# A hydride on a straightened SF₂: seven questions

The anion F₂HS⁻ is T-shaped: a nearly straight F–S–F unit with hydrogen bound to sulphur at the side. For the calculation it is cut into SF₂ and H⁻. The hydrogen is then moved along the S–H line, while SF₂ keeps the shape it has in the anion, as optimised by density functional theory (PBE0-D3(BJ)/def2-SVPD).

The contact distance is the S–H distance. The next three columns give the interaction energy, negative when bound, from coupled cluster (CCSD(T), estimated for a complete basis), from MP2 and from Hartree-Fock. The last column is the CCSD(T) energy less the MP2 energy in the small basis. No model was fitted; the differences used below are in the printed output after the text.

PySCF 2.14.0, counterpoise-corrected interaction energies of rigid SF₂ and H⁻ in singlet F₂HS⁻, frozen core, gas phase. The Hartree-Fock and MP2 columns use aug-cc-pVTZ; CCSD(T) less MP2 uses aug-cc-pVDZ. The limit estimate adds this difference to the MP2 energy extrapolated from both basis sets by the inverse-cube rule.

```csv
contact distance (Å),ccsd t limit estimate (kcal/mol),mp2 large basis (kcal/mol),hartree fock large basis (kcal/mol),ccsd t less mp2 (kcal/mol)
1.208,-166.17,-173.92,-186.36,10.190
1.275,-171.19,-178.83,-190.68,9.980
1.342,-172.34,-179.83,-191.02,9.730
1.476,-167.40,-174.40,-184.04,9.100
1.678,-151.73,-157.54,-164.34,7.710
2.013,-124.12,-126.42,-127.41,3.920
2.684,-94.64,-84.87,-73.18,-8.700
```

### 1. Is the deepest energy the cost of pulling H⁻ off the anion?

**Model answer.** No. The zero of energy is H⁻ plus an SF₂ frozen at an angle of 169° with S–F bonds of 1.87 Å. Free SF₂ is strongly bent and has shorter bonds, so it would relax once the hydride had left.

In MP2 this relaxation releases 72.4 kcal/mol. Against relaxed SF₂ and H⁻ the deepest point therefore lies at −179.8 + 72.4 = −107.4 kcal/mol. Every row moves up by the same amount, so the position of the minimum stays where it was.

**Remark.** An interaction energy has a meaning only together with its zero. Here the choice of zero accounts for about two fifths of the MP2 value.

### 2. Why does the well lie near 1.34 Å?

**Model answer.** Two effects compete. Filled shells that overlap repel each other (Pauli repulsion), and this repulsion dies away quickly with distance. The attraction between the charge clouds and the mixing of orbitals die away more slowly.

A decomposition of the energy shows the balance. From 1.208 to 1.342 Å the repulsion falls by 94 kcal/mol, while electrostatic and orbital attraction lose 26 and 64. Before rounding, these changes leave a gain of just under 5 kcal/mol for moving outwards.

From 1.342 to 2.013 Å the repulsion falls by another 236 kcal/mol, but the two attractions now lose 108 and 191. The energy rises by about 64 kcal/mol, and the well lies between these two regimes.

**Remark.** The parts add up by construction to the Hartree-Fock interaction energy before its small counterpoise correction. Their sum is no test of the picture, but their different decay explains the minimum.

### 3. Would the attraction of charges alone hold the hydride?

**Model answer.** Not at bonding distances. Electrostatics and Pauli repulsion together give +139 kcal/mol at 1.342 Å and still +12 at 2.013 Å. What holds the hydride is the orbital term: its electron pair mixes with orbitals of SF₂, and the electron cloud of each part also changes shape.

Counting electrons shows which orbital takes the pair. In a straight SF₂, one p orbital of sulphur serves the F–S–F bonds. Two p orbitals of nearly equal energy remain, with only two electrons for them. In the closed-shell state one is filled and the other is empty, and the empty one points at the hydrogen.

**Remark.** The need for orbital mixing is read from the computed energy parts. The empty p orbital is an argument from electron counting, and the next answers build on it.

### 4. How does the charge move as the bond is stretched?

**Model answer.** If a hydride merely lent its pair to an acceptor, the transferred charge would shrink to zero as the two moved apart. The calculation shows the opposite. SF₂ has taken 0.39 electrons at 1.342 Å and 0.55 at 2.013 Å.

The stretched anion thus seems to be heading towards a neutral H atom and SF₂⁻, with one electron of the pair on each side. This makes sense if the low empty orbital of the straightened SF₂ holds an electron more firmly than hydrogen does.

**Remark.** Atomic charges depend on how the density is shared out. Here the parts' own densities set the shares, and that of H⁻ is diffuse, so the trend supports this reading but does not prove it.

### 5. Hartree-Fock lacks dispersion. Does it therefore bind too weakly?

**Model answer.** Not near the minimum. There Hartree-Fock binds more strongly than CCSD(T) by 19 kcal/mol, and MP2 lies in between. Electron correlation must therefore lower the separated parts more than it lowers the anion.

The triples, the part of CCSD(T) that correlates three electrons at once, show where this happens. They weaken the binding by 7.6 kcal/mol at 1.342 Å. H⁻ has only two electrons and so has no triples energy at all. The frozen SF₂ alone must then gain more from triples than the whole anion, which has two electrons more.

The two p orbitals of question 3 offer a likely reason. When a filled and an empty orbital lie close in energy, a single determinant describes the molecule poorly and correlation is large. In the anion the hydride pair occupies the formerly empty orbital as a bond, so this difficulty should be much smaller.

**Remark.** Dispersion is present here as everywhere, but a covalent bond changes the correlation within the parts as well. Missing dispersion alone decides the matter only when the correlation within each partner hardly changes on binding.

### 6. At 2.013 Å Hartree-Fock and MP2 agree within 1 kcal/mol. Is Hartree-Fock good there?

**Model answer.** No, the two curves are crossing. MP2 less Hartree-Fock is +11 kcal/mol at 1.342 Å and −12 at 2.684 Å. The frozen parts are the same in every row, so this change must come from the anion itself.

As the S–H bond stretches, its two electrons should settle one on each side. Closed-shell Hartree-Fock keeps both in one shared orbital and so gives too much weight to arrangements with both on the same side. Its energy climbs by 118 kcal/mol from the minimum to the last row, against 78 for CCSD(T).

Two faults of opposite effect thus cancel near 2.0 Å. Hartree-Fock places the frozen SF₂ too high, which makes the binding look too strong. It also places the stretched anion too high, which makes the binding look too weak.

MP2 repairs both faults only in part, so its own error changes sign too. It binds more strongly than CCSD(T) by 9.7 kcal/mol at the minimum and more weakly by 8.7 in the last row.

**Remark.** Agreement between two methods at one distance says little. Their difference has to be followed along the whole path.

### 7. Which results can be trusted, and how far?

**Model answer.** The position of the well is the firmest result, because all three methods are deepest at the same grid point. The neighbouring points place the minimum between 1.275 and 1.476 Å. The value of 1.342 Å is a point of the grid, not a minimum located by any of these three methods.

The depth is less certain. At the minimum, extrapolating the basis deepens the MP2 energy by only 2.2 kcal/mol. The closed-shell description of the frozen SF₂ is the greater worry, since an error there enters every row. As it is nearly the same in each, it largely cancels when rows are compared.

The last row deserves the least trust. At 2.684 Å the bond is stretched to twice its length at the deepest point, and both MP2 and CCSD(T) start from the closed-shell determinant that fails there. That the energy still lies far below zero is credible, but the value of −95 kcal/mol may be off by much more than its printed digits suggest.

**Remark.** A larger basis cannot cure a poor starting determinant. For the outer part of this curve, the next step would be a method that treats both ways of placing the electron pair on an equal footing.

Printed output of the fit:

```
Gaps between levels in kcal/mol:
    row  MP2 less HF  CCSD(T) estimate less HF  MP2 limit less MP2 large basis
  1.208        12.44                     20.19                           -2.44
  1.275        11.85                     19.49                           -2.34
  1.342        11.19                     18.68                           -2.24
  1.476         9.64                     16.64                            -2.1
  1.678          6.8                     12.61                            -1.9
  2.013         0.99                      3.29                           -1.62
  2.684       -11.69                    -21.46                           -1.07
Energy above the deepest grid point in kcal/mol:
    row     HF    MP2  CCSD(T) estimate
  1.208   4.66   5.91              6.17
  1.275   0.34      1              1.15
  1.342      0      0                 0
  1.476   6.98   5.43              4.94
  1.678  26.68  22.29             20.61
  2.013  63.61  53.41             48.22
  2.684  117.8  94.96              77.7
Share of the deepest HF energy left at 2.684 angstrom in percent: 38.31
Share of the deepest CCSD(T) estimate left at 2.684 angstrom in percent: 54.91
Fall of Pauli repulsion from 1.208 to 1.342 angstrom in kcal/mol: 94.43
Loss of electrostatic attraction from 1.208 to 1.342 angstrom in kcal/mol: 25.83
Loss of orbital attraction from 1.208 to 1.342 angstrom in kcal/mol: 63.96
Fall of Pauli repulsion from 1.342 to 2.013 angstrom in kcal/mol: 235.7
Loss of electrostatic attraction from 1.342 to 2.013 angstrom in kcal/mol: 108.1
Loss of orbital attraction from 1.342 to 2.013 angstrom in kcal/mol: 191.3
Electrostatics plus Pauli at 1.342 angstrom in kcal/mol: 139.4
Electrostatics plus Pauli at 2.013 angstrom in kcal/mol: 11.78
Triples part of the interaction at 1.342 angstrom in small basis in kcal/mol: 7.62
Triples part of the interaction at 2.013 angstrom in small basis in kcal/mol: 4.776
CCSD less MP2 at 1.342 angstrom in small basis in kcal/mol: 2.109
MP2 energy against relaxed SF2 and hydride at 1.342 angstrom in kcal/mol: -107.4
MP2 energy against relaxed SF2 and hydride at 2.684 angstrom in kcal/mol: -12.42
Electron charge passed from hydride to SF2 at 1.342 angstrom in e: 0.393
Electron charge passed from hydride to SF2 at 2.013 angstrom in e: 0.55
MP2 large basis less small basis at 1.342 angstrom in kcal/mol: -5.718
Mean S-F length in angstrom: 1.875
F-S-F angle in degrees: 169.4
```
